Q: This is the density of states of bcc tungsten, from a calculation with a meta-GGA functional. The three deepest rows are hidden. How would you work out what stands in them?

Density of states of bcc tungsten in an unrelaxed one-atom cell, from Ansatz 0.2.0 with r2SCAN, PAW plane waves to 500 eV, scalar-relativistic and without spin polarization, on a 15x15x15 k-mesh with Fermi-Dirac filling of width 0.1 eV. Entries are tetrahedron-method means over 0.5 eV bins; the d, s and p parts are projections on atomic orbitals.

```csv
bin centre from the Fermi level (eV),total (states/eV/cell),on W d (states/eV/cell),on W s (states/eV/cell),on W p (states/eV/cell)
-10.28,?,?,?,?
-9.78,?,?,?,?
-9.28,?,?,?,?
-8.78,0.07,0.00,0.06,0.00
-8.28,0.09,0.00,0.08,0.00
-7.78,0.11,0.01,0.10,0.00
-7.28,0.15,0.02,0.12,0.00
-6.78,0.22,0.06,0.15,0.01
-6.28,0.53,0.30,0.21,0.01
-5.78,0.67,0.46,0.19,0.01
-5.28,0.84,0.66,0.16,0.01
-4.78,1.09,0.94,0.13,0.02
-4.28,0.49,0.45,0.03,0.01
-3.77,0.60,0.58,0.01,0.01
-3.27,1.81,1.76,0.01,0.02
-2.77,1.08,1.01,0.04,0.01
-2.27,1.36,1.19,0.10,0.02
-1.77,1.46,1.25,0.12,0.02
-1.27,0.65,0.53,0.06,0.01
-0.78,0.34,0.25,0.03,0.00
-0.28,0.34,0.27,0.02,0.00
0.23,0.42,0.38,0.01,0.00
0.72,0.65,0.62,0.02,0.00
1.23,0.79,0.75,0.02,0.00
1.73,1.00,0.97,0.01,0.00
2.23,1.04,1.01,0.01,0.00
2.73,1.05,1.02,0.02,0.00
3.23,1.76,1.69,0.05,0.00
3.73,1.42,1.26,0.12,0.00
4.22,0.65,0.50,0.10,0.00
4.72,0.52,0.39,0.08,0.00
5.22,0.40,0.29,0.07,0.00
5.72,0.27,0.17,0.06,0.00
6.22,0.34,0.20,0.07,0.00
6.72,0.30,0.13,0.06,0.00
7.22,0.28,0.10,0.06,0.00
7.72,0.30,0.08,0.08,0.00
```

A: Start with what kind of state lies down there. The column "total" counts states per eV and cell, and the other columns give the parts projected on the d, s and p orbitals of the atom. In the lowest visible row, at -8.78 eV, the total is 0.07, of which 0.06 is s. The d part overtakes s only at -6.28 eV. So the hidden rows concern the foot of an s band that runs into the d band higher up.

Q: Why should the foot be s, when tungsten is a d metal?

A: The 6s orbitals reach further out than the 5d orbitals and overlap more, so their band is wider and its bottom drops below the d band. In the lowest state the s orbitals of all atoms are in phase, so every contact is bonding. For a d orbital among them, the overlaps with its eight neighbours sum to zero: three of the five d orbitals meet as many positive as negative contacts, and the other two have a node along every contact. A p orbital cancels too, because its two lobes have opposite signs. Symmetry therefore forbids mixing at the very bottom, and mixing grows as the phase begins to change from atom to atom.

Q: That gives the character. What gives the amount?

A: Electron counting. The calculation treats 14 electrons per atom, and eight of them are 5s and 5p semicore electrons, which lie far below this window. Six remain for the band. The visible totals up to -0.28 eV add up to 11.90, each bin is 0.5 eV wide, and a sliver of the next bin lies below the Fermi level:

$$6-(11.90\times0.5+0.01)=0.04\ \text{electron}.$$

That remainder has to sit in the hidden rows.

Q: How do you share it among three rows?

A: Near its bottom, a band's energy rises as the square of the wave vector, while the number of states enclosed rises as the cube. The count of states thus grows as the 3/2 power of the height above the bottom. Let the bottom lie $x$ (in eV) below -9.03 eV, the lower edge of the row at -8.78 eV. That row holds $0.07\times0.5=0.035$ electron, so the count grows from 0.04 to 0.075 across it:

$$\left(\frac{x+0.5}{x}\right)^{3/2}=\frac{0.075}{0.04},\qquad x\approx0.96.$$

The band then ends near -10.0 eV.

Q: And the row at -9.78 eV?

A: Its upper edge is 0.46 eV above that bottom, so it holds

$$0.04\times\left(\frac{0.46}{0.96}\right)^{3/2}\approx0.013\ \text{electron},$$

or about 0.03 states/eV when divided by the bin width. The other 0.027 electron goes into the row at -9.28 eV and makes about 0.05 there. The row at -10.28 eV lies below the bottom and stays empty.

Q: Couldn't I simply extend the visible curve downwards?

A: You could. If the density follows a square root, its square falls on a straight line. Drawn through the rows at -8.78 and -7.78 eV, that line reaches zero near -9.5 eV. It puts 0.03 in the row at -9.28 eV and leaves the row at -9.78 eV empty, so the latter row is where the two routes differ most clearly. The line is loosely fixed, though: rounding of its two entries can shift its zero by a few tenths of an eV.

Q: How sure are you of a remainder as small as 0.04 electron?

A: Not very, since it is a small difference between large numbers. Random rounding of the entries shifts it by about 0.006 electron, but rounding in one direction throughout could use it up. I allow 0.015 electron for rounding, mesh and smearing together. My forecasts for the total, in states/eV/cell, are:

- -9.28 eV: 0.05 ± 0.02
- -9.78 eV: 0.03 ± 0.02, small but not zero
- -10.28 eV: 0.00, at most 0.01

The middle range is a little tight at its lower end, because 0.015 electron less would nearly empty that row.

Q: And the character?

A: In the three lowest visible rows about nine tenths of the total is projected on s. I therefore expect s parts of about 0.05, 0.02 and 0.00 in the same order, with the same ranges. For d and p I expect 0.00, at most 0.01.

The withheld rows as computed:

```csv
bin centre from the Fermi level (eV),total (states/eV/cell),on W d (states/eV/cell),on W s (states/eV/cell),on W p (states/eV/cell)
-10.28,0.00,0.00,0.00,0.00
-9.78,0.02,0.00,0.02,0.00
-9.28,0.05,0.00,0.04,0.00
```

Q: The row at -9.78 eV holds 0.02, and you said 0.03.

A: That is inside the range, but my value was too high. I had rounded the remainder up to 0.04 electron; the program keeps 0.037 and arrives at 0.02. The difference between these remainders is smaller than the rounding error of the count, so the closer match owes something to luck. This row is the sensitive one because it contains the band bottom, so a slight shift of the bottom changes much of its content. The totals in the other two rows agree with the forecast to the printed digits.

Q: Does that confirm the 3/2 law?

A: Only modestly. That the hidden rows together supply the remainder is no test, because the calculation fills the band with six electrons by construction. The test is how they divide it, and 0.05 against 0.02 is what the law gives. With entries printed to 0.01, a somewhat different shape would pass as well. The bottom near -10 eV is likewise an estimate for this unrelaxed cell, not a sharp result.

Q: Then why did extending the curve fail?

A: It left the row at -9.78 eV empty, and the row isn't. The visible density climbs faster than a square root. Starting from a bottom at -10.0 eV, the law would raise 0.07 at -8.78 eV to $0.07\sqrt{2.2/1.2}\approx0.09$ at -7.78 eV, where the table has 0.11. A line through rows that climb too steeply reaches zero too early. Rounding could explain much of that one step, but higher up the excess is plain: the law gives about 0.11 at -6.78 eV, where the table has 0.22.

Q: What makes it climb faster?

A: Probably the d states above. Once mixing is allowed, they push the s band down, which flattens it and crowds more states into each eV. The d part does grow on the way up, from 0.00 at -8.78 eV to 0.06 at -6.78 eV, but I haven't separated this effect from others. In aluminium, which has no d band nearby, the density stays much closer to a square root on the way to the Fermi level, apart from some kinks.

Q: And the character came out as you expected?

A: Nearly. The s part at -9.28 eV is 0.04 where I said 0.05, a difference of one printed digit. The d part is 0.00 in all three rows. That fits the symmetry argument, which strictly forbids mixing only at the very bottom. The zero for p is weaker evidence: that column is projected on the compact 5p semicore orbital, and the set contains no 6p orbital, so 6p character would hardly show there. The output below gives the count, the 3/2 law fixed by that count and the row at -8.78 eV, and the extended curve for comparison.

The analysis program printed:

```
Electrons in the known rows up to the Fermi level: 5.963
Electrons missing from six: 0.0374
Typical error of this count from random rounding, electrons: 0.006124
Band bottom from the count, eV: -9.934
Band bottom from the rival (shape alone), eV: -9.461
Share of s in the three lowest known rows: 0.8889
Forecast total at -10.28, -9.78, -9.28 eV, states/eV/cell: 0, 0.02233, 0.05247
Computed total in these rows: 0, 0.02, 0.05
Miss of the total, forecast less computed: 0, 0.002335, 0.002465
Forecast with 0.015 electron less: 0, 0.002037, 0.04276
Forecast with 0.015 electron more: 0.008483, 0.03944, 0.05687
Rival forecast from shape alone: 0, 0, 0.03196
Forecast s part: 0, 0.01985, 0.04664
Computed s part: 0, 0.02, 0.04
Computed d plus p part: 0, 0, 0
```
